### Question

A small molecule, a four-membered ring of aluminium, two carbons and silicon with a chlorine on the aluminium, was computed with sixteen density functionals at one fixed geometry. HOMO and LUMO are the highest occupied and lowest empty orbital energies. For an exact functional, the HOMO equals minus the energy needed to remove an electron at this geometry.

C2H6AlClSi (SMILES [Cl][Al]1[CH2]C[SiH2]1) in the gas phase, computed with Ansatz 0.2.0: restricted Kohn-Sham orbital energies in the def2-TZVPP basis at one PBE0-D4/def2-TZVP geometry. The gap is LUMO minus HOMO. The shares of exact exchange are those of the functionals' definitions, rounded to whole per cent; HSE06 is the form usual in plane-wave codes.

| functional | class | exact exchange, short range (%) | exact exchange, long range (%) | HOMO (eV) | LUMO (eV) | gap (eV) |
| --- | --- | --- | --- | --- | --- | --- |
| SPW92 | LDA | 0 | 0 | -6.05 | -2.58 | 3.47 |
| PBE-D4 | GGA | 0 | 0 | -5.94 | -2.37 | 3.56 |
| revPBE-D4 | GGA | 0 | 0 | -5.89 | -2.28 | 3.61 |
| BLYP-D4 | GGA | 0 | 0 | -5.79 | -2.21 | 3.58 |
| r2SCAN-D4 | meta-GGA | 0 | 0 | -6.16 | -2.17 | 3.99 |
| B97M-V | meta-GGA | 0 | 0 | -6.19 | -2.28 | 3.91 |
| r2SCANh-D4 | global hybrid | 10 | 10 | -6.55 | -1.91 | 4.64 |
| B3LYP-D4 | global hybrid | 20 | 20 | -6.80 | -1.78 | 5.03 |
| PBE0-D4 | global hybrid | 25 | 25 | -6.99 | -1.62 | 5.37 |
| r2SCAN0-D4 | global hybrid | 25 | 25 | -7.14 | -1.51 | 5.62 |
| HSE06-D4 | screened hybrid | 25 | 0 | -6.60 | -1.99 | 4.61 |
| BHLYP-D4 | global hybrid | 50 | 50 | -7.94 | -0.77 | 7.16 |
| CAM-B3LYP-D4 | range-separated | 19 | 65 | -8.24 | -0.60 | 7.64 |
| LC-wPBE | range-separated | 0 | 100 | -9.52 | 0.43 | 9.95 |
| wB97X-V | range-separated | 17 | 100 | -9.21 | 0.32 | 9.53 |
| wB97M-V | range-separated | 15 | 100 | -8.98 | 0.08 | 9.06 |

(a) Show from the table alone that many of these functionals fail for the HOMO, and explain how the failure arises.

(b) HSE06 and PBE0 both use 25% exact exchange at short range. Why do their orbital energies differ, and by how much should they?

(c) Find a rule that accounts for the gaps of the range-separated functionals, and apply it to LC-wPBE.

### Model answer

**(a)** The molecule has a single ionisation energy at this geometry, so an exact method could give only one HOMO. The column runs from −5.79 eV in BLYP to −9.52 eV in LC-wPBE, a spread of 3.73 eV. No window one electronvolt wide holds more than eight of the sixteen entries. Whatever the true value is, at least half of them must therefore miss it by half an electronvolt or more. The spread alone does not say which end is the better one; for that, theory is needed.

The theory starts from an electron's repulsion with itself. Density functional theory computes the classical repulsion from the whole electron density, so each electron also feels its own charge. Exact exchange cancels this self-repulsion orbital by orbital. A semilocal functional (LDA, GGA or, in large part, meta-GGA) imitates the cancellation through the local density and cannot tell an occupied orbital from an empty one.

The consequence appears when an electron is removed in small fractions. The exact energy then changes along a straight line, whose slope is the HOMO. In a semilocal functional the remaining fraction of the electron still repels itself, so the orbital energy rises as the orbital fills and the line becomes a curve that sags between whole electron numbers. At full occupation its slope is too high, and so is the HOMO. The same sag puts the LUMO too low, at the start of filling, and the gap comes out too small.

The total energies of molecule and cation suffer much less. Their difference is the average slope over the whole removal, in which the errors at the two ends largely cancel. The failure thus lies in reading a slope at one end as an ionisation energy, and a calculation of both total energies is the natural way to check a suspect HOMO.

**(b)** The two functionals differ at long range, where PBE0 keeps its 25% exact exchange and HSE06 has none. The long-range part of the repulsion is $\mathrm{erf}(\omega r)/r$, where $r$ is the distance between two electrons and $\omega$ sets where long range begins. For HSE06 $\omega$ is about 0.11 per bohr, so small that over the extent of one orbital of this molecule the expression is nearly a constant, $c = 2\omega/\sqrt{\pi}$ in atomic units, or about 3.4 eV.

For a constant repulsion the exchange can be worked out by hand. Exact exchange lowers every occupied orbital by $c$, its self-repulsion, and leaves every empty orbital alone. The corresponding exchange energy is $-c/2$ per electron, so a semilocal functional that reproduces it lowers all orbitals by $c/2$, occupied or not. Replacing a quarter of exact by semilocal exchange should then raise each occupied level by $c/8$, about 0.4 eV, and lower each empty level by the same amount.

The orbital energies of the two calculations follow this closely. From PBE0 to HSE06 the eight highest occupied levels rise by 0.39 to 0.41 eV, and the eight lowest empty levels fall by about 0.37 eV. Orbitals of quite different energy move almost together; what decides the direction is whether they are occupied. These shifts stay slightly below the estimate of 0.42 eV, plausibly because the long-range repulsion weakens a little over the extent of an orbital. The estimate is not a strict bound: some deeper occupied levels, not listed in the table, rise slightly more.

**(c)** At full strength the same argument says that a share $x$ of exact exchange opens the gap by about $xJ$, where $J$ is the self-repulsion of a frontier orbital, averaged over HOMO and LUMO. The five global hybrids, each compared with its semilocal parent, give $J = 7.07$ eV. This is a fitted slope, so it is an effective value and not a computed self-repulsion. A range-separated functional has a share $x_s$ at short range and $x_l$ at long range, and the additional share $x_l - x_s$ acts only through the long-range part of the self-repulsion, $J_l$:

$$\text{gap} = \text{gap of parent} + x_s J + (x_l - x_s)\,J_l .$$

If the orbital's charge is taken as a Gaussian cloud with density proportional to $\exp(-2r^2/s^2)$, where $r$ is here the distance from its centre, then

$$J_l = J\,\frac{\omega s}{\sqrt{1+\omega^2 s^2}}, \qquad s = \frac{2}{\sqrt{\pi}\,J}\ \text{(atomic units)} .$$

With 27.2 eV to the hartree, $s = 1.13 \times 27.2/7.07 \approx 4.3$ bohr. A diffuse orbital has a small $J$, most of it long-ranged; a compact one has a large $J$ that a long-range correction captures only in part.

LC-wPBE has no exact exchange at short range, 100% at long range and $\omega = 0.4$ per bohr. Hence $\omega s \approx 1.7$, and $J_l$ is about 0.87 of $J$, or 6.1 eV. Added to the PBE gap of 3.56 eV, this gives 9.7 eV, against a computed gap of 9.95 eV. LC-wPBE took no part in finding $J$, so the comparison tests the rule, although the form of the rule was chosen with the gaps in view.

The example also shows why a single percentage misleads. Judged by its short-range share, LC-wPBE should have the gap of PBE, yet it has the widest in the table. Judged by its long-range share, HSE06 should have the gap of PBE, yet its gap is about 1 eV wider. What counts is how much of the orbital's self-repulsion the exact exchange reaches.

### Remarks on the reasoning

A good answer to (a) keeps two steps apart. The numbers prove disagreement; the claim that semilocal HOMOs lie too high rests on the self-repulsion argument. By the same argument the hybrids with 10 to 25% exact exchange are expected to remain too high, and the range-separated end to lie nearer the ionisation energy, although no cation was computed here. It does not follow that more exact exchange is better without end. When an electron leaves, the others rearrange and screen the change, which exact exchange alone does not describe correctly. Even the three functionals with 100% at long range still differ by about half an electronvolt in the HOMO.

In (b) the equal and opposite shifts are strict only for a constant repulsion. From BLYP to BHLYP, where exact exchange is added at all distances, the HOMO falls by 2.15 eV but the LUMO rises by only 1.44 eV. At short range an orbital's exchange with the other electrons depends on its shape, so HOMO and LUMO need not share the opening equally. The rule in (c) is therefore safer for the gap than for either level.

The rule in (c) also needs the right starting point. The two meta-GGAs already have gaps 0.3 to 0.4 eV wider than the GGAs without any exact exchange, as is expected when the potential depends on the orbitals through the kinetic-energy density. Over the five screened and range-separated functionals the rule has a typical (rms) error of 0.33 eV in the gap, as the printed analysis shows. Most of it comes from wB97M-V, whose gap is overestimated by 0.7 eV. Its semilocal part was refitted along with the exact exchange, so B97M-V is only a substitute for its parent, which is a possible reason. The table does not settle it, since wB97X-V also has only a substitute parent, PBE, and its gap is met within 0.11 eV.

A positive LUMO is a warning of a different kind. It occurs in the three functionals with 100% exact exchange at long range and says that, with these functionals and this basis, the first small fraction of an added electron is not bound. It does not show that the anion is unbound: the LUMO too is a slope at one end, and only the total energies of molecule and anion would decide. The basis set has no diffuse functions, and levels this near zero depend on it. With a more complete basis the lowest empty level is expected to sink to about zero or slightly below, and the LC-wPBE gap to about 9.5 eV, the depth of its HOMO. The agreement found in (c) thus concerns a compact empty orbital in this basis.

For practical use, orbital energies from different functionals should not be placed on one scale, even when the quoted percentages agree. The point matters when HSE06, often chosen for solids, is applied to a free molecule. In a solid the surrounding electrons screen much of the long-range exchange that HSE06 leaves out, fully so only in a metal; around an isolated molecule there is nothing to do so.

The analysis program printed:

```
spread of the HOMO over all functionals (eV): 3.73
gap opening for a full share of exact exchange, from global hybrids (eV): 7.071
smallest such slope in a single global hybrid (eV): 6.5
largest such slope in a single global hybrid (eV): 7.25
effective rms radius of the orbital charge in the model (angstrom): 1.99
HOMO of HSE06 less that of PBE0 (eV): 0.39
LUMO of HSE06 less that of PBE0 (eV): -0.37
gap of HSE06 less that of PBE0 (eV): -0.76
smallest shift of eight occupied levels, PBE0 to HSE06 (eV): 0.3921
largest shift of eight occupied levels, PBE0 to HSE06 (eV): 0.4105
most negative shift of eight empty levels, PBE0 to HSE06 (eV): -0.3729
least negative shift of eight empty levels, PBE0 to HSE06 (eV): -0.3656
size of each shift if the long-range kernel were constant, no fit (eV): 0.4222
HOMO change from BLYP to BHLYP (eV): -2.15
LUMO change from BLYP to BHLYP (eV): 1.44
HOMO change from PBE to LC-wPBE (eV): -3.58
rms miss of the range-resolved model, five screened or range-separated rows (eV): 0.3303
rms miss when only the short-range share counts, same rows (eV): 4.2
rms miss when only the long-range share counts, same rows (eV): 1.162
gaps in eV (rows without exact exchange are their own parents):
           row  parent  computed  model      miss  short_only  long_only
         SPW92    3.47      3.47   3.47         0        3.47       3.47
        PBE-D4    3.56      3.56   3.56         0        3.56       3.56
     revPBE-D4    3.61      3.61   3.61         0        3.61       3.61
       BLYP-D4    3.58      3.58   3.58         0        3.58       3.58
     r2SCAN-D4    3.99      3.99   3.99         0        3.99       3.99
        B97M-V    3.91      3.91   3.91         0        3.91       3.91
    r2SCANh-D4    3.99      4.64  4.697   0.05706       4.697      4.697
      B3LYP-D4    3.58      5.03  4.994  -0.03588       4.994      4.994
       PBE0-D4    3.56      5.37  5.328  -0.04235       5.328      5.328
    r2SCAN0-D4    3.99      5.62  5.758    0.1376       5.758      5.758
      HSE06-D4    3.56      4.61  4.566  -0.04427       5.328       3.56
      BHLYP-D4    3.58      7.16  7.115  -0.04471       7.115      7.115
  CAM-B3LYP-D4    3.58      7.64  7.591  -0.04932       4.923      8.176
       LC-wPBE    3.56      9.95  9.688   -0.2623        3.56      10.63
       wB97X-V    3.56      9.53  9.417   -0.1127       4.762      10.63
       wB97M-V    3.91      9.06  9.738     0.678       4.971      10.98
```
